**Hand estimates of removal energies and correlation shifts in Sc¹⁰⁺**

The table holds removal energies of one electron outside the neon-like core of Sc¹⁰⁺ for s to g levels, from frozen-core Dirac-Hartree-Fock with second-order and screened correlation shifts, Breit and QED shifts for the low s, p and d levels, mean radii and quantum defects. The program tests a Rydberg formula with a constant defect from the lowest member of each series, a Ritz form fixed by the two lowest members, and a parameter-free sum of Dirac-hydrogenic energy and core polarisation. Against DHF plus screened shift, the constant defect is good to 0.80 % and the Ritz form to 0.055 % at worst. The dipole polarisation term gives 91 to 93 % of the correlation shift for g levels, is 4 to 18 % high for f levels and 2.5 to 4.5 times too large for d levels. The output also compares shift scaling with the effective quantum number, doublet splittings, radii and the 3s energy against the semi-empirical value.

Sc10+ (Z = 21), one electron outside the closed core [He] 2s2 2p6, computed with B-spline many-body code 1: no-pair Dirac-Coulomb, frozen-core Dirac-Hartree-Fock (DHF), nuclear rms radius 3.5459 fm. Brueckner orbitals give the correlation shift with either a second-order or an RPA-screened potential. Shifts add to the DHF removal energy, with only one of these two used at a time.

## Script

```python
# Table: removal energies (eV) of one electron outside the [He]2s2 2p6 core of Sc10+, B-spline many-body code,
# frozen-core Dirac-Hartree-Fock plus second-order / screened correlation, Breit and QED shifts, radii, defects.
# Tested: (A) Rydberg and Ritz formulas from the lowest members, (B) Dirac-hydrogenic + core polarisation.
T = {
    'state': ['3s1/2', '4s1/2', '5s1/2', '6s1/2', '3p1/2', '4p1/2', '5p1/2', '6p1/2', '3p3/2', '4p3/2', '5p3/2', '6p3/2', '3d3/2', '4d3/2', '5d3/2', '6d3/2', '3d5/2', '4d5/2', '5d5/2', '6d5/2', '4f5/2', '5f5/2', '6f5/2', '7f5/2', '4f7/2', '5f7/2', '6f7/2', '7f7/2', '5g7/2', '6g7/2', '7g7/2', '5g9/2', '6g9/2', '7g9/2'],
    'state_removal_dhf_ev': [249.28, 128.41, 78.334, 52.756, 225.5, 119.25, 73.885, 50.27, 224.65, 118.93, 73.727, 50.181, 192.17, 107.16, 68.092, 47.039, 192.09, 107.12, 68.07, 47.026, 103.1, 66.007, 45.835, 33.67, 103.09, 66.0, 45.831, 33.667, 65.863, 45.739, 33.604, 65.859, 45.737, 33.603],  # eV
    'state_second_order_shift_ev': [0.634, 0.2383, 0.1058, 0.0566, 0.6881, 0.2634, 0.1204, 0.0656, 0.6793, 0.2608, 0.1194, 0.06511, 0.7272, 0.2531, 0.1146, 0.06241, 0.7219, 0.2511, 0.1137, 0.06189, 0.1139, 0.0628, 0.03655, 0.02307, 0.1136, 0.06264, 0.03644, 0.023, 0.01758, 0.01147, 0.007564, 0.01756, 0.01146, 0.007556],  # eV
    'state_screened_shift_ev': [0.6274, 0.2322, 0.1023, 0.05453, 0.6805, 0.2563, 0.1163, 0.06314, 0.6718, 0.2538, 0.1154, 0.06267, 0.7263, 0.2492, 0.112, 0.06075, 0.7212, 0.2473, 0.1111, 0.06026, 0.1162, 0.06417, 0.03724, 0.02346, 0.1159, 0.064, 0.03713, 0.0234, 0.01787, 0.01169, 0.007699, 0.01786, 0.01167, 0.007691],  # eV
    'state_breit_shift_ev': [-0.04792, -0.01749, None, None, -0.07441, -0.02847, None, None, -0.04427, -0.0167, None, None, -0.01866, -0.00792, None, None, -0.005001, -0.002141, None, None, None, None, None, None, None, None, None, None, None, None, None, None, None, None],  # eV
    'state_qed_shift_ev': [-0.03105, -0.01146, None, None, 0.003346, 0.001247, None, None, 0.001203, 0.0004367, None, None, 0.001466, 0.000599, None, None, 0.001095, 0.0004363, None, None, None, None, None, None, None, None, None, None, None, None, None, None, None, None],  # eV
    'state_mean_radius': [0.9119, 1.754, 2.869, 4.257, 0.9187, 1.799, 2.952, 4.377, 0.9226, 1.805, 2.958, 4.385, 0.8776, 1.811, 3.015, 4.491, 0.8783, 1.812, 3.016, 4.492, 1.626, 2.849, 4.346, 6.115, 1.627, 2.85, 4.346, 6.115, 2.498, 3.997, 5.769, 2.498, 3.998, 5.77],  # bohr
    'state_quantum_defect': [0.433, 0.4223, 0.4186, 0.4167, 0.3017, 0.2881, 0.2833, 0.2809, 0.2967, 0.2831, 0.2783, 0.2758, 0.07848, 0.08495, 0.08698, 0.08789, 0.0779, 0.08427, 0.08616, 0.08705, 0.006335, 0.00832, 0.009313, 0.009912, 0.006068, 0.008052, 0.009044, 0.009643, 0.001106, 0.001357, 0.001506, 0.000945, 0.001195, 0.001345],
}
import numpy as np
from scipy.constants import physical_constants as pc, alpha
Ry = pc['Rydberg constant times hc in eV'][0]; Rcm = pc['Rydberg constant'][0]/100
Z = 11; K = Z*Z*Ry
ad, aq, semi = 0.0163568, 0.00310138, 249.798  # further outputs of the same run (bohr^3, bohr^5, eV)
dbl = {'3p': 6850.08, '3d': 688.692, '4f': 109.346, '5g': 34.1689}  # DHF doublets of the same run, 1/cm
S = T['state']; A = lambda k: np.array([0.0 if v is None else v for v in T[k]], float)
n = np.array([int(s[0]) for s in S], float); l = np.array(['spdfg'.index(s[1]) for s in S], float)
j = np.array([int(s[2])/2 for s in S])
dhf, so, scr = A('state_removal_dhf_ev'), A('state_second_order_shift_ev'), A('state_screened_shift_ev')
bq = A('state_breit_shift_ev') + A('state_qed_shift_ev'); rad, qd = A('state_mean_radius'), A('state_quantum_defect')
E = dhf + scr; dfc = lambda e: n - np.sqrt(K/e); d = dfc(E); nu = n - d; fl = np.where(dhf > 100, 5e-3, 5e-4)
print(f"121 Ry = {K:.2f} eV; target E = DHF + screened; rounding 0.005 eV above 100 eV, 0.0005 eV below")
print(f"table defect vs recomputed with Breit+QED: max diff {abs(dfc(E+bq)-qd).max():.5f}; Breit+QED move it by up to {abs(dfc(E+bq)-d).max():.5f}")
print("Rule A: series | delta first, last (rounding of first) | worst error: delta=0 | constant | Ritz a, b, error")
e0, e1, e2 = [], [], []
for ser in dict.fromkeys(s[1:] for s in S):
    i = np.array([k for k, s in enumerate(S) if s[1:] == ser]); p, q = i[0], i[1]
    b = (d[p]-d[q])/(nu[p]**-2-nu[q]**-2); a = d[q]-b/nu[q]**2
    h = K/n[i]**2/E[i]-1; c = K/(n[i[1:]]-d[p])**2-E[i[1:]]
    dr = a+b/(n[i[2:]]-d[q])**2; r = K/(n[i[2:]]-dr)**2-E[i[2:]]
    e0 += list(abs(h)); e1 += list(abs(c/E[i[1:]])); e2 += list(abs(r/E[i[2:]])); w = lambda x: x[abs(x).argmax()]
    print(f"{ser} | {d[p]:.4f} {d[i[-1]]:.4f} ({nu[p]*fl[p]/2/E[p]:.5f}) | {100*w(h):+.2f}% | {w(c):+.3f} eV | {a:.4f} {b:+.4f} {w(r):+.4f} eV")
    if ser == 's1/2': ws = (d[p], nu[p], d[q], nu[q], a, b, dr[-1], r[-1]+E[i[-1]], E[i[-1]], c[-1]+E[i[-1]])
    dd = np.diff(qd[i]); assert (dd < 0).all() if l[p] < 2 else (dd > 0).all()
print("median / max error %%: delta=0 %.2f / %.1f, constant %.3f / %.2f, Ritz %.4f / %.3f" % tuple(100*f(x) for x in (e0, e1, e2) for f in (np.median, max)))
print("worked 6s: delta3 %.4f nu3 %.4f delta4 %.4f nu4 %.4f a %.4f b %.4f" % ws[:6])
print("  delta6 %.4f, Ritz E %.3f eV, table %.3f eV, constant delta gives %.3f eV" % ws[6:])
m = np.where(l >= 2)[0]; N, L = n[m], l[m]
r4 = Z**4*(3*N**2-L*(L+1))/(2*N**5*(L-.5)*L*(L+.5)*(L+1)*(L+1.5))
r6 = Z**6*(35*N**4-5*N**2*(6*L*(L+1)-5)+3*(L-1)*L*(L+1)*(L+2))/(8*N**7*np.prod([L+k/2 for k in range(-3, 6)], axis=0))
pd, pq = ad*r4*Ry, aq*r6*Ry
rel = K/N**2*(Z*alpha/N)**2*(N/(j[m]+.5)-.75); dirac = K/N**2+rel
print("Rule B (eV): state | DHF-Dirac | dipole quad screened | dip/scr (dip+quad)/scr | Dirac+dipole-E")
for k, i in enumerate(m):
    if j[i] < l[i]:
        print(f"{S[i]} | {dhf[i]-dirac[k]:+.3f} | {pd[k]:.4f} {pq[k]:.4f} {scr[i]:.4f} | {pd[k]/scr[i]:.3f} {(pd[k]+pq[k])/scr[i]:.3f} | {dirac[k]+pd[k]-E[i]:+.3f}")
rt = pd/scr[m]
print("dip/scr range, both j: " + ", ".join(f"{'spdfg'[x]} {rt[L==x].min():.2f}-{rt[L==x].max():.2f}" for x in (2, 3, 4)))
k = [S[i] for i in m].index('5g7/2'); i = m[k]
print(f"worked 5g7/2: 121Ry/25 {K/25:.4f}, Dirac term {rel[k]:.4f}, <r^-4> {r4[k]:.5f} bohr^-4, dipole {pd[k]:.4f} eV")
print(f"  sum {dirac[k]+pd[k]:.4f} eV, table {E[i]:.4f} eV; alpha_d/2 = {ad*Ry:.5f} eV bohr^4")
print("screened shift x nu^3 (eV) | log slope vs nu | correlation share of delta, first member")
for ser in ('s1/2', 'p1/2', 'd3/2', 'f5/2', 'g7/2'):
    i = np.array([k for k, s in enumerate(S) if s[1:] == ser]); y = scr[i]*nu[i]**3
    sl = np.polyfit(np.log(nu[i]), np.log(scr[i]), 1)[0]; dc = (d-dfc(dhf))[i[0]]
    print(f"{ser}: " + " ".join(f"{v:.2f}" for v in y) + f" (last/first {y[-1]/y[0]:.2f}) | {sl:.2f} | {dc:.4f} = {100*dc/d[i[0]]:.1f}%")
print("d3/2 defects at DHF level: " + " ".join(f"{dfc(dhf)[k]:.4f}" for k, s in enumerate(S) if s[1:] == 'd3/2'))
fs = lambda s: Z**4*alpha**2*Rcm/(int(s[0])**3*'spdfg'.index(s[1])*('spdfg'.index(s[1])+1))
print("doublet, hydrogenic / DHF (1/cm): " + ", ".join(f"{s} {fs(s):.1f}/{v:.1f}" for s, v in dbl.items()))
er = 100*((3*nu**2-l*(l+1))/(2*Z)/rad-1); o = np.argsort(-abs(er))[:3]
print(f"radius (3nu^2-l(l+1))/22: median error {np.median(abs(er)):.2f}%, worst " + ", ".join(f"{S[k]} {er[k]:+.2f}%" for k in o))
print(f"3s minus semi-empirical (eV): DHF {dhf[0]-semi:+.2f}, +2nd order {dhf[0]+so[0]-semi:+.2f}, +screened {E[0]-semi:+.2f}, +Breit+QED {E[0]+bq[0]-semi:+.2f}")
print(f"screened vs second order over all rows: {100*(scr/so-1).min():+.1f}% to {100*(scr/so-1).max():+.1f}%")
assert abs(dfc(E+bq)-qd).max() < 3e-4
assert ((rt[L == 4] > 0.85) & (rt[L == 4] < 1.0)).all() and (rt[L == 2] > 2).all()
```

It prints:

```
121 Ry = 1646.29 eV; target E = DHF + screened; rounding 0.005 eV above 100 eV, 0.0005 eV below
table defect vs recomputed with Breit+QED: max diff 0.00009; Breit+QED move it by up to 0.00042
Rule A: series | delta first, last (rounding of first) | worst error: delta=0 | constant | Ritz a, b, error
s1/2 | 0.4334 0.4167 (0.00003) | -26.80% | +0.774 eV | 0.4113 +0.1455 -0.0142 eV
p1/2 | 0.3021 0.2809 (0.00003) | -19.13% | +0.885 eV | 0.2731 +0.2110 -0.0236 eV
p3/2 | 0.2970 0.2758 (0.00003) | -18.82% | +0.874 eV | 0.2682 +0.2102 -0.0212 eV
d3/2 | 0.0786 0.0879 (0.00004) | -5.17% | -0.350 eV | 0.0930 -0.1232 +0.0263 eV
d5/2 | 0.0780 0.0870 (0.00004) | -5.13% | -0.343 eV | 0.0921 -0.1209 +0.0265 eV
f5/2 | 0.0063 0.0100 (0.00010) | -0.33% | -0.054 eV | 0.0120 -0.0909 +0.0021 eV
f7/2 | 0.0061 0.0096 (0.00010) | -0.32% | -0.052 eV | 0.0116 -0.0877 +0.0015 eV
g7/2 | 0.0011 0.0015 (0.00002) | -0.04% | -0.003 eV | 0.0019 -0.0187 +0.0002 eV
g9/2 | 0.0010 0.0013 (0.00002) | -0.04% | -0.004 eV | 0.0018 -0.0203 +0.0001 eV
median / max error %: delta=0 3.43 / 26.8, constant 0.320 / 0.80, Ritz 0.0264 / 0.055
worked 6s: delta3 0.4334 nu3 2.5666 delta4 0.4227 nu4 3.5773 a 0.4113 b 0.1455
  delta6 0.4160, Ritz E 52.797 eV, table 52.811 eV, constant delta gives 53.128 eV
Rule B (eV): state | DHF-Dirac | dipole quad screened | dip/scr (dip+quad)/scr | Dirac+dipole-E
3d3/2 | +9.151 | 1.7878 9.1149 0.7263 | 2.462 15.011 | -8.089
4d3/2 | +4.215 | 0.8485 5.2723 0.2492 | 3.405 24.562 | -3.616
5d3/2 | +2.211 | 0.4568 3.0498 0.1120 | 4.078 31.308 | -1.866
6d3/2 | +1.290 | 0.2714 1.8769 0.0607 | 4.467 35.362 | -1.080
4f5/2 | +0.183 | 0.1212 0.0579 0.1162 | 1.043 1.542 | -0.178
5f5/2 | +0.140 | 0.0695 0.0425 0.0642 | 1.083 1.746 | -0.135
6f5/2 | +0.095 | 0.0426 0.0288 0.0372 | 1.143 1.917 | -0.089
7f5/2 | +0.065 | 0.0277 0.0198 0.0235 | 1.181 2.024 | -0.061
5g7/2 | +0.003 | 0.0166 0.0020 0.0179 | 0.926 1.039 | -0.004
6g7/2 | +0.003 | 0.0106 0.0017 0.0117 | 0.910 1.055 | -0.004
7g7/2 | +0.002 | 0.0071 0.0013 0.0077 | 0.923 1.089 | -0.002
dip/scr range, both j: d 2.46-4.50, f 1.04-1.18, g 0.91-0.93
worked 5g7/2: 121Ry/25 65.8516, Dirac term 0.0085, <r^-4> 0.07437 bohr^-4, dipole 0.0166 eV
  sum 65.8766 eV, table 65.8809 eV; alpha_d/2 = 0.22255 eV bohr^4
screened shift x nu^3 (eV) | log slope vs nu | correlation share of delta, first member
s1/2: 10.61 10.63 9.84 9.49 (last/first 0.89) | -3.15 | 0.0032 = 0.7%
p1/2: 13.36 13.10 12.20 11.81 (last/first 0.88) | -3.17 | 0.0041 = 1.3%
d3/2: 18.11 14.95 13.28 12.55 (last/first 0.69) | -3.53 | 0.0055 = 7.0%
f5/2: 7.40 7.98 8.01 8.01 (last/first 1.08) | -2.86 | 0.0022 = 35.9%
g7/2: 2.23 2.52 2.64 (last/first 1.18) | -2.50 | 0.0007 = 61.0%
d3/2 defects at DHF level: 0.0731 0.0804 0.0829 0.0841
doublet, hydrogenic / DHF (1/cm): 3p 1584.4/6850.1, 3d 528.1/688.7, 4f 111.4/109.3, 5g 34.2/34.2
radius (3nu^2-l(l+1))/22: median error 0.16%, worst 3p3/2 -1.86%, 3p1/2 -1.86%, 3d3/2 +1.54%
3s minus semi-empirical (eV): DHF -0.52, +2nd order +0.12, +screened +0.11, +Breit+QED +0.03
screened vs second order over all rows: -3.8% to +2.2%
```
